**Q:** I have computed bulk moduli for eleven crystals and none yet for Na4Cl and Sr7La. Can I forecast those two without running them?

Bulk moduli of cubic crystals, computed with Ansatz 0.2.0 using scalar-relativistic DFT (PBE, no dispersion correction), PAW and plane waves up to 420 eV, without spin polarisation. The moduli come from elastic constants obtained by straining each cell slightly and letting the atoms relax.

```csv
system,k mesh,occupations,smearing width,strain amplitude,space group,volume (Å³/atom),shortest distance (Å),bulk modulus (GPa)
Cs4Br (Pm-3m),6x6x6,fermi dirac,0.15 eV,0.005,Pm-3m,86.35,3.78,3.60
Cs2Cd (Fm-3m),8x8x8,fermi dirac,0.15 eV,0.005,Fm-3m,74.02,4.16,3.60
Cs3SI (Pm-3m),4x4x4,fixed,0 eV,0.002,Pm-3m,59.82,3.34,9.00
Na6In (Fm-3m),8x8x8,fermi dirac,0.15 eV,0.005,Fm-3m,35.24,3.52,9.50
Na4Cl (Pm-3m),8x8x8,fermi dirac,0.15 eV,0.005,Pm-3m,35.65,2.81,?
Sr7La (Fm-3m),6x6x6,fermi dirac,0.15 eV,0.005,Fm-3m,52.57,4.21,?
Na3TeF (Pm-3m),6x6x6,fixed,0 eV,0.002,Pm-3m,21.19,2.37,29.10
Na3SF (Pm-3m),6x6x6,fixed,0 eV,0.002,Pm-3m,17.66,2.23,35.80
TlPdCl3 (Pm-3m),8x8x8,fermi dirac,0.15 eV,0.005,Pm-3m,24.67,2.49,42.60
GaSn (Fm-3m),16x16x16,fermi dirac,0.15 eV,0.005,Fm-3m,24.49,2.90,46.50
BiAs (Fm-3m),16x16x16,fermi dirac,0.15 eV,0.005,Fm-3m,27.47,3.02,61.90
Al3GaAs4 (P-43m),6x6x6,fixed,0 eV,0.002,P-43m,23.55,2.48,65.60
CaB12 (Fm-3m),10x10x10,fermi dirac,0.15 eV,0.005,Fm-3m,8.16,1.74,199.50
```

**A:** What would you try first?

**Q:** Volume per atom. The roomy caesium crystals are soft and dense CaB12 is hard, so I would draw a line through volume against stiffness.

**A:** Hold that line against two insulators. Al3GaAs4 has more room per atom than Na3SF, yet its bulk modulus is 66 GPa against 36 GPa. Volume tells you how far apart the atoms are, but not how many electrons each brings or how well those electrons bind.

**Q:** Why should electrons decide how hard a crystal is to squeeze?

**A:** The bulk modulus is the pressure needed per fractional loss of volume. At 10 GPa, a pressure of 0.1 GPa shrinks the crystal by about one per cent. Pressure has the unit of energy per volume, so we need an energy per electron and the number of electrons per volume.

An ideal gas at fixed temperature shows the idea: its bulk modulus equals its pressure, which is the thermal energy per molecule times the number of molecules per volume, up to a simple factor. The likeness ends there. A gas needs a container, whereas in a crystal attraction and repulsion balance. Their pressures cancel at rest, but their resistance to further squeezing does not.

**Q:** And the energy per electron?

**A:** Call the density of valence electrons n. Neighbouring electrons and the charges that bind them are then about n^(−1/3) apart, so the Coulomb energy per electron is of order e²n^(1/3), where e is the electron's charge. Multiply by n and you get B = κe²n^(4/3), with B the bulk modulus and κ a pure number that holds the details of the bonding. Crowding electrons thus pays twice: there are more of them, and each is bound more strongly.

**Q:** Is κ the same for all crystals?

**A:** No, and your two insulators show it. Their electron densities are nearly equal, so their different stiffness must sit in κ. Among the known rows, every crystal with a halogen has a lower κ than every crystal without one. I therefore fitted two values to the eleven known rows: 0.17 with a halogen and 0.31 without.

**Q:** What does a halogen do?

**A:** Theory offers a reason. A halide ion brings a closed shell of eight electrons into the count, but the salt is held together mainly by the attraction between ions of one or two charges. Electrons shared in bonds or spread through a metal should do more binding per head. For Cs4Br and Na4Cl the picture is only partial: by formal count, each has three electrons per cell left over once the halide shell is full. It is partial for TlPdCl3 too, which the calculation finds to be a metal. I saw the grouping in the results before I had the argument, so the fit is no independent test of it.

**Q:** Which electrons do I count?

**A:** The outer s and p electrons, leaving out filled d shells, with three for lanthanum. Palladium is the awkward case: I gave it two, its formal charge. Counting its other eight d electrons would lower the κ of TlPdCl3 from 0.15 to 0.10, so the recipe is least safe for transition metals.

**Q:** Then let me do Na4Cl. Four sodium atoms give four electrons and chlorine gives seven, so eleven in all. The cell holds five atoms of 35.65 Å³ each, or 178 Å³, which makes n = 0.0617 per Å³.

**A:** The cube root of that is 0.395 per Å. With e² = 14.4 eV Å, the energy is 5.7 eV per electron, or 0.35 eV per Å³. One eV per Å³ is 160 GPa, so this is 56 GPa, and κ = 0.17 brings it down to about 9.6 GPa.

**Q:** How far do you trust it?

**A:** When each known crystal is left out of the fit in turn, the model typically misses it by a factor of 1.17. I allow about twice that on the logarithmic scale, which gives 7 to 13 GPa. Na4Cl is a scaled-down copy of Cs4Br and should be clearly stiffer. Your volume line would say nearly twice my forecast.

**Q:** And Sr7La?

**A:** With seventeen valence electrons and no halogen, the model gives about 9.8 GPa. I shift this to 12 GPa, with a range of 9 to 15. Seven of the eight atoms are strontium, and I recall roughly 12 GPa for the element. Strontium and lanthanum also have low-lying d states that should mix into the occupied bands and add bonding that a count of electrons overlooks. No known row tests that shift.

**Q:** Now let us see the computed values.

The withheld rows as computed:

```csv
system,k mesh,occupations,smearing width,strain amplitude,space group,volume (Å³/atom),shortest distance (Å),bulk modulus (GPa)
Na4Cl (Pm-3m),8x8x8,fermi dirac,0.15 eV,0.005,Pm-3m,35.65,2.81,10.30
Sr7La (Fm-3m),6x6x6,fermi dirac,0.15 eV,0.005,Fm-3m,52.57,4.21,12.90
```

**A:** Na4Cl comes out at 10.3 GPa, so the forecast is 7% below the computed value. The crystal is nearly three times as stiff as Cs4Br, as its smaller volume per atom suggested. The volume line would have given 18 GPa. It fails in the same way for Na6In, which has almost the same volume per atom: both crystals are rich in sodium, which brings only one valence electron per atom. Caesium brings no more, yet the line suits Cs4Br, because the roomy caesium crystals fix its soft end. From there it climbs towards compact crystals that mostly have more electrons per atom. That makes it too steep for the step from Cs4Br to Na4Cl, where the number of electrons per atom stays the same.

**Q:** Could we explain the last 7%?

**A:** I would not try. It lies well within the model's typical miss, and the computed value has uncertainties of its own. Na4Cl is a metal whose constants depend on the k mesh, and it was computed with a broad electronic smearing. It was also computed without spin, although a magnetic state may lie lower. The cautions about mesh and smearing hold for Sr7La too, and for the metals among the known rows, on which the two κ values partly rest. Cs4Br shares the caution about spin as well.

**Q:** For Sr7La you said 12 GPa and the calculation gives 12.9. Does that confirm the d states?

**A:** It supports the shift, but not its cause. The shifted forecast is 7% below the computed value and the unshifted model 24% below. Part of that larger gap may be a general fault of the model, because the four known crystals with the thinnest electron density also come out too low, by 8 to 18%. The power 4/3 is slightly too steep for the halogen group, where the data prefer 1.2. In the group of Sr7La they prefer 1.3, which would raise the model's value by only a few per cent.

**Q:** So the d states need to explain only what is left.

**A:** Yes. Extra d bonding is one possible reading of that remainder, but these data cannot test it. Much of the success came from knowing how stiff strontium is. The printed output after this conversation lists the model's value for every crystal.

**Q:** If I meet a neighbouring crystal, what should I do?

**A:** Count its valence electrons per volume, choose κ by whether it holds a halogen, and compare the result with a close relative or with its main element. The table has no simple salt such as NaCl, so the value 0.17 is untested there. It has no simple oxide such as MgO either. Such a crystal holds no halogen, but its ions have closed shells, so I would expect its κ to lie below 0.31. Be careful with cells that are held in a symmetry they would rather leave. The notes supplied with the data warn that Cs3SI, BiAs and CaB12 may be of that kind, with atoms that would move off their symmetric sites. The calculations here do not show it: all three resist small strains, but that is no test of such movements, and no vibrations were computed. If the warning holds, their moduli, which are part of the fit, describe a constrained cubic crystal. Most crystals in the table are also invented and unknown in nature, so the rule has hardly been tried on real ones.

**Q:** One thing bothers me. All the crystals with a halogen also have the space group Pm-3m, and none of the others does.

**A:** Then the table cannot tell whether the closed shells or the arrangement of the atoms lowers κ. A halide with the rock-salt structure would separate the two. If its κ also lies near 0.17 or below, the chemistry matters more; if it lies near 0.31, the structure does.

Output of the analysis:

```
fit of log(kap) on 11 rows: constant -1.186 +/- 0.056, coefficient of hal -0.5874 +/- 0.083; rms 0.124, worst Cs4Br (Pm-3m) -0.204, leave-one-out rms 0.152
  rows outside the fit (model, value, miss): Na4Cl (Pm-3m) -1.774, -1.698, -0.0758; Sr7La (Fm-3m) -1.186, -0.9087, -0.278
fit of log(bulk_modulus) on 11 rows: constant 9.109 +/- 0.78, coefficient of log(vol) -1.743 +/- 0.23; rms 0.443, worst BiAs (Fm-3m) -0.791, leave-one-out rms 0.508
  rows outside the fit (model, value, miss): Na4Cl (Pm-3m) 2.88, 2.332, 0.548; Sr7La (Fm-3m) 2.203, 2.557, -0.354
Bulk modulus from electron density and from volume alone:
               row  electrons per A^3   kappa  density model GPa  volume model GPa  computed GPa  density model over computed
     Cs4Br (Pm-3m)            0.02548  0.2081              2.935             3.811           3.6                       0.8153
     Cs2Cd (Fm-3m)            0.01801  0.3305              3.326             4.985           3.6                        0.924
     Cs3SI (Pm-3m)            0.05349  0.1935              7.891             7.226             9                       0.8768
     Na6In (Fm-3m)            0.03648  0.3403              8.525             18.17           9.5                       0.8973
     Na4Cl (Pm-3m)            0.06171  0.1831              9.548             17.81          10.3                        0.927
     Sr7La (Fm-3m)            0.04042  0.4031              9.773             9.051          12.9                       0.7576
    Na3TeF (Pm-3m)              0.151  0.1568              31.49             44.11          29.1                        1.082
     Na3SF (Pm-3m)             0.1812  0.1513              40.14              60.6          35.8                        1.121
   TlPdCl3 (Pm-3m)             0.2108  0.1472              49.11             33.84          42.6                        1.153
      GaSn (Fm-3m)             0.1429  0.2697              52.64             34.27          46.5                        1.132
      BiAs (Fm-3m)              0.182  0.2601              72.67             28.06          61.9                        1.174
  Al3GaAs4 (P-43m)             0.1699  0.3023              66.27             36.69          65.6                         1.01
     CaB12 (Fm-3m)             0.3582  0.3399              179.2             232.8         199.5                       0.8984
kappa without halogen: 0.3054
kappa with halogen: 0.1697
leave-one-out error of the density model, as a factor: 1.165
leave-one-out error of the volume model, as a factor: 1.662
exponent of n within the halogen rows: 1.163
exponent of n within the other rows: 1.293
Na4Cl over Cs4Br, cube of shortest distance against volume (1 means a scaled copy): 0.9951
Cs4Br scaled to the volume of Na4Cl with n^(4/3), GPa: 11.71
kappa of TlPdCl3 if eight d electrons of Pd are counted too: 0.1029
Sr7La, shifted forecast of 12 GPa less computed, percent of computed: -6.977
```
